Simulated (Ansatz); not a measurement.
## From three elastic constants to directional properties of BP

Level of theory: DFT LDA, scalar-relativistic, plane waves, PAW in Ansatz 0.2.0. Plane waves to 420 eV; Γ-centred k mesh 10×10×10; fixed occupations. No spin polarisation.

The cell is fixed (symmetry leaves no force on the atoms) and stands under -0.2 GPa:
```cif
data_structure
_symmetry_space_group_name_H-M 'F-43m'
_symmetry_Int_Tables_number 216
_cell_length_a 4.4918
_cell_length_b 4.4918
_cell_length_c 4.4918
_cell_angle_alpha 90.000
_cell_angle_beta 90.000
_cell_angle_gamma 90.000
_cell_volume 90.63
loop_
_atom_site_label
_atom_site_type_symbol
_atom_site_symmetry_multiplicity
_atom_site_Wyckoff_symbol
_atom_site_fract_x
_atom_site_fract_y
_atom_site_fract_z
_atom_site_occupancy
B1 B 4 a 0.00000 0.00000 0.00000 1
P1 P 4 d 0.25000 0.25000 0.75000 1
```

The cell is the ideal cubic zincblende prototype.

With ions relaxed, on the cubic axes: C11 = 357.6, C12 = 83.8, C44 = 193.9 GPa. The density is 3.062 g/cm³.

Question: Is the crystal stable against strain, and how anisotropic is it?

Answer: Born's conditions hold: C11 + 2C12 = 525.2, C11 − C12 = 273.8 and C44 = 193.9 GPa are all positive. B = (C11 + 2C12)/3 = 175.1 GPa. The two shear moduli are C44 and C′ = (C11 − C12)/2 = 136.9 GPa, so Zener's ratio is A = C44/C′ = 1.42: the tetragonal shear C′ is the soft one, as in many fcc and bcc metals and zincblende crystals. The Cauchy pressure C12 − C44 is -110.1 GPa; it would vanish for pair forces between atoms on inversion centres at zero pressure, and a negative value is usual with directional bonding, though many-body forces give one in some ionic oxides too.

Question: Give the sound speeds along the three symmetry directions.

Answer: The Christoffel equation gives ρv² for each branch:
```
direction branch                    ρv²    GPa v (m/s)
    [100]              L                    C11  357.6    10806
    [100]         T (×2) C44  193.9     7958
    [110]              L   (C11 + C12 + 2C44)/2  414.6    11636
    [110]   T, u ∥ [001]                    C44  193.9     7958
    [110]  T, u ∥ [1-10]          (C11 − C12)/2  136.9     6686
    [111]              L  (C11 + 2C12 + 4C44)/3  433.6    11900
    [111]         T (×2) (C11 − C12 + C44)/3  155.9     7135
```

In a piezoelectric crystal some branches stiffen further, which is left out.

Question: How does Young's modulus depend on direction?

Answer: Inverting gives S11 = 3.070, S12 = -0.583, S44 = 5.156 TPa⁻¹. Along a unit vector (l, m, n), 1/E = S11 − 2(S11 − S12 − S44/2)(l²m² + m²n² + n²l²), where the last bracket is 0, 1/4 and 1/3 for [100], [110] and [111]: E = 326, 395 and 425 GPa. With A > 1 the body diagonal is stiffest. For a film on (001), the biaxial modulus is C11 + C12 − 2C12²/C11 = 402 GPa and the normal strain is −2C12/C11 = -0.47 times the in-plane one.

The constants describe a stiff, distinctly anisotropic covalent crystal in which resistance to shear is comparable to resistance to compression: C44 exceeds the bulk modulus, while C′ lies below it. This fits strong, directional sp³ bonds between atoms of similar electronegativity, with boron's compact valence shell favouring short bonds and a high cost for bending them.

The anisotropy follows from the tetrahedral network. A tetragonal shear leaves the ⟨111⟩ bond lengths unchanged to first order and is opposed mainly by angle bending, whereas the C44 shear also stretches and compresses bonds, although internal displacement of the sublattices relieves part of that strain. Hence C′ is the softer modulus, and Young's modulus rises from 326 GPa along [100] to 425 GPa along [111], where one set of bonds is loaded directly. The same contrast makes the [1-10]-polarised shear wave along [110] the slowest branch.

LDA's usual overbinding probably places the absolute stiffness somewhat high. Positive elastic moduli establish stability against homogeneous strain, not against phonons of finite wavevector.
